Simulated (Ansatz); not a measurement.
# Mo3Si: energy along a strain

Mo3Si, Pm-3n, a = 4.862 Å. The structure is a COD entry; whether it is the stable form wasn't checked. Ansatz: PBEsol, PAW, 420 eV, Γ-centred 8×8×8 mesh on 8 atoms, Gaussian smearing 0.15 eV; no spin polarisation. Cell vectors (Å): 4.862 0.000 0.000; 0.000 4.862 0.000; 0.000 0.000 4.862. The cell is strained by x per cent times the pattern (1 1 0 0 0 0) in the order xx yy zz yz xz xy (engineering shears), with fractional coordinates held. y is the free energy over the start, V0 = 14.363 Å³/atom.

```tsv
x (%)	y (meV/atom)
-6.00	?
-4.50	136.64
-3.00	58.06
-1.50	13.90
0.00	0.00
1.50	12.53
3.00	48.04
4.50	103.43
5.25	137.72
6.00	175.96
```

Question: Fit y = c2 x² + c3 x³ to the other rows, get the stiffness along the pattern, and predict the missing energy.

Answer: Least squares on the rows shown. y = 5.9363 x² − 0.17743 x³. The clamped-ion stiffness p·C·p = 2 × 59.36 eV × 160.2 / 14.363 Å³ = 1324 GPa. At x = -6.00 the fit asked for gives 252.03 meV/atom. The run gave 254.20 meV/atom, so the fit is 2.17 meV/atom too low, 0.85 % of the span of the series, against an rms of 0.40 meV/atom on the fitted rows. The row lies outside the fitted range. With a term in x⁴ added, a fit to the same known rows predicts 254.72 meV/atom, so most of the miss is curvature that the known rows already hold.

Mo3Si resists this in-plane strain strongly, and compression costs more than stretching: 136.64 against 103.43 meV/atom at 4.50 % either way. The negative cubic term expresses this ordinary anharmonicity, as repulsion between overlapping shells rises steeply at short distance while bonding weakens gradually at long distance. The high stiffness probably stems from the Mo 4d band, filled largely through its bonding states, and from the closely spaced Mo chains of the A15 structure, two of whose three directions are strained directly here. The miss at -6.00 % points to a positive quartic term, which the cubic fit partly absorbs into its quadratic coefficient, so 1324 GPa is probably slightly high even for fixed ions. The tetragonal distortion also permits the Mo chains to dimerise, and that relaxation could only lower the stiffness. For a cubic crystal the pattern yields twice the sum of C11 and C12, leaving their difference, and hence resistance to tetragonal shear, undetermined.
